## One strong contact or three weaker ones

An atom on top of a surface atom has one short contact. In a threefold hollow it has three, but each is longer. Let the strength of a contact fall with its length $d$ as $e^{-d/\lambda}$, where $\lambda$ is a decay length, and let the contacts add. The ratio of the two binding energies is then

$$\frac{E_{\text{hollow}}}{E_{\text{top}}}=3\,e^{-\Delta d/\lambda},$$

where $\Delta d$ is the extra length of a hollow contact.

Two limits frame the answer. If the contacts did not stretch at all, the hollow would bind three times as strongly. If they stretched by $\lambda\ln 3$, the gain in number would be used up and the two sites would tie. For two decay lengths taken from elsewhere, 0.26 Å from Pauling's relation for fractional bonds and 0.37 Å from bond-valence sums, that tie comes at about 0.29 and 0.41 Å.

H or N on the top face of a three-layer hcp Co(001) slab, one atom per 1×1 surface cell, relaxed from the named start site with the bottom layer held. Computed with Ansatz 0.2.0 using spin-polarised, scalar-relativistic PBEsol, plane-wave PAW and a 420 eV cutoff. Adsorption energies are relative to the clean slab and a free atom; dipoles are positive outward.

| adsorbate | start site | start site atoms | adsorption energy (eV) | work function change (eV) | dipole change (e Å) | shortest contact length (Å) | cell moment (μB) |
| --- | --- | --- | --- | --- | --- | --- | --- |
| H | bridge | Co-Co | -3.020 | -0.212 | 0.00500 | 1.684 | 4.42 |
| H | hollow | Co-Co-Co | -3.026 | -0.235 | 0.00600 | 1.682 | 4.42 |
| H | top | Co | -2.178 | 0.336 | -0.01100 | 1.477 | 4.14 |
| N | bridge | Co-Co | -4.837 | 2.103 | -0.05700 | 1.777 | 3.83 |
| N | hollow | Co-Co-Co | -4.820 | 2.058 | -0.05600 | 1.773 | 3.86 |

The adsorption energy is counted from the clean slab and a free atom, so a more negative value means stronger binding. The argument can be followed on three rows: hydrogen started in the hollow, hydrogen on top, and nitrogen started in the hollow.

## Hydrogen: the hollow wins on number

The shortest contact of hydrogen is 1.682 Å in the hollow and 1.477 Å on top, so $\Delta d=0.205$ Å. That is short of the tie for either decay length, and the hollow should win. With $\lambda=0.26$ Å and the energy of the top site as the starting point, the estimate is

$$E_{\text{hollow}}\approx 3\,e^{-0.205/0.26}\times(-2.178\ \text{eV})\approx -2.97\ \text{eV}.$$

The calculated energy is $-3.026$ eV, so the estimate is about 2 % too weak. With $\lambda=0.37$ Å it would be 24 % too strong. The order of the sites thus holds for both values, while the close match depends on the choice of $\lambda$. Both lengths describe how bond order falls with distance, and taking the energy as proportional to bond order is an assumption of the model. Neither decay length was adjusted to these rows, but the contact lengths are taken from the calculation, so the model explains the energies only once the geometry is known. Nor does it say why the contacts stretch. The centre of the hollow lies only 1.418 Å from the three cobalt atoms, so hydrogen could have kept the 1.477 Å of the top site. The stretch is what one expects when a single 1s orbital is shared among three neighbours.

In plain terms, a contact in the hollow is worth a little under half of the contact on top, and there are three of them. This costs hydrogen 0.85 eV if it is placed on top instead. The threefold symmetry of the top site leaves no sideways force on the atom, so the relaxation keeps it there even if the site is a saddle point. The 0.85 eV is the price of that position, and need not belong to a second stable site.

## Nitrogen: stronger contacts, but a stronger molecule too

In the same kind of start site nitrogen binds 1.8 eV more strongly than hydrogen. A plausible chemical reason is that nitrogen has three half-filled 2p orbitals to share with three cobalt neighbours, where hydrogen has a single 1s orbital. Shared out evenly, each contact is worth about 1.6 eV for nitrogen and 1.0 eV for hydrogen.

The energies are counted from free atoms, so it matters where the atoms come from. Breaking the molecule costs roughly 2.3 eV per atom for H$_2$ and 4.9 eV per atom for N$_2$ (rough recalled values). Against these, hydrogen in the hollow is still downhill by about 0.7 eV, while nitrogen comes out close to level. A supply of free nitrogen atoms thus releases a great deal of energy on this surface, whereas N$_2$ gains nothing by forming this layer.

The near-tie for nitrogen is not a real balance, because it sets a PBEsol energy against a measured bond energy. PBEsol is expected to overbind both the adsorbed atom and the N$_2$ molecule, so counted from its own N$_2$ the layer should come out uphill; for H$_2$ the mismatch is expected to be small. Zero-point motion is left out as well, and the PAW datasets were made for PBE rather than PBEsol, which adds an error of unknown size to all the adsorption energies. The energies also belong to a full layer, with an adsorbate in every surface cell and neighbours only about 2.5 Å apart.

## From dipole to work function

Binding energy does not tell which way the work function moves. Hydrogen lowers it in the hollow and raises it on top, and nitrogen raises it by about 2 eV. What matters here is how far charge has moved along the surface normal.

A sheet of dipoles shifts the potential of an electron that crosses it. If $p$ is the dipole change per cell, positive when the positive end points outward, and $A$ is the surface area of the cell, the Helmholtz relation gives

$$\Delta\Phi=-\frac{e^2}{\varepsilon_0}\frac{p}{A}.$$

With $e^2/\varepsilon_0=4\pi\times14.4$ eV Å and $A=5.226$ Å$^2$, each 0.01 e Å of dipole is worth about 0.35 eV. The relation is exact electrostatics and is built into the calculation, so its success is no test of a mechanism. Its use is to show how small the displacements are. The dipole of hydrogen in the hollow, 0.006 e Å, equals one electron moved by six thousandths of an ångström.

The dipole step accounts for 1.94 eV of the 2.06 eV found for nitrogen in the hollow. The step is the difference between the work functions of the two faces, so the remainder is the shift of the lower one, most likely a result of the thinness of the slab. With only three layers, the adsorbate also disturbs the bare face below: in the nitrogen run started at the bridge, the work function of that face rises by 0.13 eV. In a thick crystal the step and the work function change would coincide. These runs do not show which of the two lies nearer that limit, so their gap is best read as a sign of the uncertainty from the thin slab.

## Why a charge label fails

The simplest picture treats the adsorbate as a point charge above the metal, with its counter-charge in the plane of the top cobalt nuclei. Hydrogen is somewhat more electronegative than cobalt, and a projection onto atomic orbitals gives it about 0.2 extra electrons in the hollow. A negative charge above the surface should raise the work function, and one of this size at this height would raise it by some 6 eV. The calculation gives a fall of 0.2 eV.

Such projected charges are crude, since about as much charge stays unassigned on each cobalt atom of the clean top layer. Yet a better charge would not rescue the picture. With the counter-charge held at the nuclei, moving a fixed charge from the hollow to the top site changes the size of its dipole, not its sign, and the calculated sign does change. The metal's own electrons must take part. They are expected to screen the charge at a plane roughly 1 Å in front of the nuclei, and a charge near that plane leaves a small dipole of either sign.

Two limits suggest how. An atom far outside the surface is neutral and leaves no dipole. An atom deep inside the metal is screened on all sides and leaves none either. Between them, two movements compete: the nucleus draws in electrons from the metal's tail that spills into the vacuum, and electrons gather around the adsorbate, farther out than where they came from.

In the hollow, hydrogen sits only about 0.9 Å above the top cobalt plane, well within that tail. The inward pull can then win by a little, and the work function falls. On top it sits 1.5 Å above the plane, the outward build-up wins, and the work function ends 0.57 eV higher than in the hollow. This account of the competition is a physical argument; the dipoles fit it but give only the balance, not the two movements separately.

The swing between the sites is probably safer than either value alone. Each hydrogen dipole is expected to be a small difference of larger contributions, and the runs warn that the exchange-correlation potential is rough where the density is thin, which is just where the tail lies.

## Nitrogen tips the balance by its chemistry

Nitrogen and hydrogen in the hollow make a useful comparison because the site is nearly the same. For an atom above the centre of three cobalt atoms, Pythagoras gives its height $h$ from the contact length as $h^2=d^2-2A/(3\sqrt3)$. Nitrogen comes out only 0.16 Å higher than hydrogen. The dipole, however, goes from 0.006 to $-0.056$ e Å.

So small a change of height is unlikely to be the whole source of a reversal with a ninefold increase in size, although near the screening plane height and charge act together. The natural cause is the greater electronegativity of nitrogen, whose 2p orbitals hold more of the shared charge on the vacuum side. The projection agrees in direction: it places about twice as many extra electrons on nitrogen, in the run started at the bridge, as on hydrogen in the hollow.

Taken as a point charge with its counter-charge at the cobalt nuclei, nitrogen would nevertheless raise the work function by well over 10 eV. The calculated 2 eV shows how much of the effect the surrounding electrons cancel. On this surface the sign for nitrogen in the hollow agrees with its electronegativity, while for hydrogen, which is more evenly matched with the metal, the sign changes with the site. Two adsorbates on one metal do not make this a general rule.

## The loss of moment does not track the binding energy

The cell moment of the clean slab is 5.09 μB. Hydrogen in the hollow removes 0.67 μB of it, hydrogen on top 0.95 μB and nitrogen in the hollow 1.23 μB. Binding energy is thus no measure of magnetic damage, since the weakly bound hydrogen on top costs more moment than the strongly bound one in the hollow. The site moments put most of each loss in the top cobalt layer; for hydrogen on top, the second layer loses about 0.2 μB as well.

A simple limit would be that the adsorbate donates electrons which fill the minority 3d states. The total number of 3d electrons on the top cobalt atom would then rise. In the nitrogen run started at the bridge, it hardly changes: about 0.7 majority electrons are lost and nearly as many minority electrons appear. In that run the moment falls because the spins are redistributed within the shell. Hydrogen in the hollow shows mostly the same, with a slight net filling: about 0.2 majority electrons are lost and 0.3 minority electrons gained.

Theory offers a reason. Bonding to nitrogen spreads the 3d states of the top cobalt atom over a wider range of energy, so that keeping the spins parallel costs more and the exchange splitting shrinks. This is the Stoner argument, and it is not tested separately here. The makers of the data caution, from tests on other systems, that another magnetic order may lie lower in the nitrogen cells. The nitrogen runs themselves raise no such warning, but their search for lower states was light, so their moments belong to the state that was found.

## The bridge rows are not bridges

The two bridge starts look irregular because they nearly repeat the hollow rows. Symmetry explains how this can happen. The mirror plane that crosses a Co–Co bridge at right angles also runs through the hollows on either side, so an atom can slide from bridge to hollow without breaking the symmetry of its start.

Both atoms did so: their relaxed cells have threefold symmetry to within a small tolerance, which a true bridge could not have. The contact lengths and cell moments also lie close to those of the hollow rows. The surface has two kinds of hollow, with and without a cobalt atom directly below in the second layer. Residual forces of at most 0.03 eV/Å are expected to leave far less energy than the differences that remain, and for both atoms the second-layer moment is higher after the bridge start. Unless the magnetic state differs, both atoms therefore most likely ended in the other kind of hollow from the one used in the hollow starts.

Those differences are 6 meV for hydrogen and 17 meV for nitrogen, too little to rank the hollows on a three-layer slab with 0.1 eV of smearing. Nor can they serve as barriers for diffusion, because neither atom stayed at a bridge. For practical use, each bridge row is best read as a second hollow result.
